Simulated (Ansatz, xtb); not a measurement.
## C4H9BO2S: which of two isomers lies lower

Structure a is `CSB1OCCCO1`, a singlet and structure b is `OB(O)C[C@@H]1CCS1`, a singlet. Both are isolated molecules in the gas phase, relaxed with PBE0-D3(BJ)/def2-SVP; the shapes shown needn't be the lowest conformers.

a (Å):

```
atom    x (Å)    y (Å)    z (Å)
   C   1.1296   2.4447   1.0135
   C   0.4158  -2.6344   0.2276
   C  -0.8402  -2.1160  -0.4462
   C  -1.3967  -0.9457   0.3413
   B   0.9057  -0.3153   0.6082
   O   1.3433  -1.5952   0.4534
   O  -0.4097   0.0413   0.5594
   S   2.1668   0.9601   0.8877
   H   0.6018   2.6397   0.0708
   H   0.3941   2.3454   1.8222
   H   1.7995   3.2863   1.2334
   H   0.1642  -3.1091   1.1941
   H   0.9117  -3.3989  -0.3903
   H  -1.5920  -2.9168  -0.5258
   H  -0.5995  -1.7882  -1.4718
   H  -2.2352  -0.4698  -0.1905
   H  -1.7825  -1.2898   1.3185
```

b (Å):

```yaml
atoms:
  - { symbol: C, position_ang: [0.7085, 0.7260, -1.5040] }
  - { symbol: C, position_ang: [-0.6151, 0.6320, -0.7826] }
  - { symbol: C, position_ang: [-1.1196, -0.7617, -0.3819] }
  - { symbol: C, position_ang: [-2.5907, -0.5163, -0.7303] }
  - { symbol: B, position_ang: [1.9504, 0.3112, -0.6148] }
  - { symbol: O, position_ang: [1.7902, 0.1748, 0.7280] }
  - { symbol: O, position_ang: [3.1975, 0.0914, -1.1295] }
  - { symbol: S, position_ang: [-2.1470, 0.9197, -1.7871] }
  - { symbol: H, position_ang: [2.6191, -0.0641, 1.1588] }
  - { symbol: H, position_ang: [3.2371, 0.1953, -2.0841] }
  - { symbol: H, position_ang: [0.6712, 0.1125, -2.4226] }
  - { symbol: H, position_ang: [0.8746, 1.7635, -1.8510] }
  - { symbol: H, position_ang: [-0.6250, 1.3162, 0.0808] }
  - { symbol: H, position_ang: [-0.9030, -1.0587, 0.6558] }
  - { symbol: H, position_ang: [-0.6884, -1.5202, -1.0545] }
  - { symbol: H, position_ang: [-3.1141, -1.3245, -1.2606] }
  - { symbol: H, position_ang: [-3.1994, -0.2003, 0.1311] }
```

Question: Estimate E(b) − E(a) at the level CCSD(T)/def2-SVP + ΔMP2/def2-TZVPP.

Answer: Calculated at CCSD(T)/def2-SVP + ΔMP2/def2-TZVPP: E(b) − E(a) = +6.8 kcal/mol, so structure a lies lower.

Level by level:

```csv
level,geometry,E(b) − E(a) (kcal/mol),departure from the last row (kcal/mol),"job, with rough time for the two"
GFN2-xTB,GFN2-xTB,+21.1,+14.4,"optimisation, 0.57 s"
HF/STO-3G,GFN2-xTB,+40.9,+34.2,"single point, 0.5 s"
r2SCAN-D4/def2-SVP,GFN2-xTB,+14.6,+7.8,"single point, 5.2 s"
PBE0-D3(BJ)/def2-SVP,PBE0-D3(BJ)/def2-SVP,+12.4,+5.6,"optimisation, 63 s"
HF/def2-SVP,PBE0-D3(BJ)/def2-SVP,+16.8,+10.0,part of the CCSD(T) run
MP2/def2-SVP,PBE0-D3(BJ)/def2-SVP,+8.6,+1.9,part of the CCSD(T) run
CCSD(T)/def2-SVP,PBE0-D3(BJ)/def2-SVP,+11.0,+4.3,single point
CCSD(T)/def2-SVP + ΔMP2/def2-TZVPP,PBE0-D3(BJ)/def2-SVP,+6.8,,"single point, 2.5 min"
```

As drawn, b has 1 C–B, 1 C–C, 1 C–S, 2 O–H in place of 1 B–S, 2 C–O, 2 C–H. Structure a has a 6-membered ring, b a 4-membered ring.

The levels shown agree on the order. The largest departure from CCSD(T)/def2-SVP + ΔMP2/def2-TZVPP is that of HF/STO-3G, 34.2 kcal/mol. The last row adds to CCSD(T) the change of the MP2 difference between the two basis sets, here −4.3 kcal/mol, a large step that makes the value less sure.

With thermal terms from frequencies at re-optimised GFN2-xTB minima (ideal gas, soft modes damped towards free rotors, one conformer each, 298.15 K, 1 atm): on the last row, ΔE + ΔZPE = +6.3, ΔH = +6.4, ΔG = +6.0 kcal/mol.

The correlated steps freeze 12 core orbitals. Mirror images aren't counted in ΔG. Programs: Ansatz 0.2.0, xtb 6.7.1; the last row on 4 threads of Arm Neoverse V1 on a shared host.

The six-membered dioxaborinane a lies below the thietane b, by +6.8 kcal/mol in electronic energy and +6.0 kcal/mol in free energy, so vibrational and entropic terms barely alter the preference. Ring strain is probably the main reason: the four-membered ring in b forces compressed angles and eclipsing, whereas a closes a nearly unstrained ring through trigonal boron. Both isomers keep two B–O bonds with oxygen lone-pair donation into the empty boron p orbital, so that stabilisation largely cancels. Since thietane strain is normally larger than the gap found here, the remaining exchange of bonds and substituents probably favours b. The ordering therefore shouldn't be read as evidence that the B–S and C–O bonds of a are intrinsically the better set. The outlying HF/STO-3G gap probably reflects the minimal basis, which lacks the flexibility to treat polar bonds and a strained sulfur ring evenly. Nor does the lower energy of a imply greater persistence in moist conditions, where B–S bonds are typically readily hydrolysed.
